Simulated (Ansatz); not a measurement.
## From three elastic constants to directional properties of Sc$_{3}$Al

All numbers below come from DFT LDA, scalar-relativistic, plane waves, PAW in Ansatz 0.2.0. Settings: 420 eV plane-wave cutoff, Γ-centred 10×10×10 mesh, Fermi-Dirac smearing of 0.15 eV. No spin polarisation.

The cell, relaxed at this level:
```xyz
4
Lattice="4.3206 0.0000 0.0000 0.0000 4.3206 0.0000 0.0000 0.0000 4.3206" Properties=species:S:1:pos:R:3 pbc="T T T"
Sc    2.1603    0.0000    2.1603
Sc    0.0000    2.1603    2.1603
Sc    2.1603    2.1603    0.0000
Al    0.0000    0.0000    0.0000
```

In a metal, frequencies and elastic constants depend on the k mesh and the smearing, soft modes and shear constants most.

With ions relaxed, on the cubic axes: C11 = 116.1, C12 = 48.5, C44 = 56.6 GPa. The density is 3.332 g/cm³. Zone-centre modes weren't checked beside this run.

Question: Is the crystal stable against strain, and how anisotropic is it?

Answer: Born's conditions hold: C11 + 2C12 = 213.2, C11 − C12 = 67.6 and C44 = 56.6 GPa are all positive. B = (C11 + 2C12)/3 = 71.1 GPa. The two shear moduli are C44 and C′ = (C11 − C12)/2 = 33.8 GPa, so Zener's ratio is A = C44/C′ = 1.67: the tetragonal shear C′ is the soft one, as in many fcc and bcc metals and zincblende crystals. The Cauchy pressure C12 − C44 is -8.1 GPa; it would vanish for pair forces between atoms on inversion centres at zero pressure, and a negative value is usual with directional bonding, though many-body forces give one in some ionic oxides too.

Question: Give the sound speeds along the three symmetry directions.

Answer: The Christoffel equation gives ρv² for each branch:
```
direction branch                    ρv²    GPa v (m/s)
    [100]              L                    C11  116.1     5904
    [100]         T (×2) C44   56.6     4121
    [110]              L   (C11 + C12 + 2C44)/2  138.9     6457
    [110]   T, u ∥ [001]                    C44   56.6     4121
    [110]  T, u ∥ [1-10]          (C11 − C12)/2   33.8     3185
    [111]              L  (C11 + 2C12 + 4C44)/3  146.5     6632
    [111]         T (×2) (C11 − C12 + C44)/3   41.4     3525
```

Question: How does Young's modulus depend on direction?

Answer: Inverting gives S11 = 11.427, S12 = -3.369, S44 = 17.668 TPa⁻¹. Along a unit vector (l, m, n), 1/E = S11 − 2(S11 − S12 − S44/2)(l²m² + m²n² + n²l²), where the last bracket is 0, 1/4 and 1/3 for [100], [110] and [111]: E = 88, 118 and 134 GPa. With A > 1 the body diagonal is stiffest. For a film on (001), the biaxial modulus is C11 + C12 − 2C12²/C11 = 124 GPa and the normal strain is −2C12/C11 = -0.84 times the in-plane one.

Cost: 1 run of about 0.55 core-minutes, on Intel Xeon 6975P-C (Granite Rapids) (shared hosts).

Sc₃Al resists shear along the cube axes better than tetragonal distortion, and the directional results follow from this: Young's modulus rises from 88 GPa along [100] to 134 GPa along [111], and the slowest sound wave is the [110] branch polarised along [1-10]. Much of this is geometric. In an fcc-derived ordered lattice the nearest-neighbour contacts lie along the face diagonals, so a tetragonal strain stretches some and shortens others while coupled changes along the cube axes relieve much of the cost. Central forces between nearest neighbours alone already make C′ softer than C44.

Since every atom here sits on an inversion centre, the negative Cauchy pressure points to forces beyond a pairwise picture. Hybridisation between Sc d and Al p states is a plausible source, but elastic constants alone can't identify it, nor does the sign establish brittleness. Positive elastic moduli show resistance to small homogeneous strains, not stability against decomposition into other Sc–Al phases.
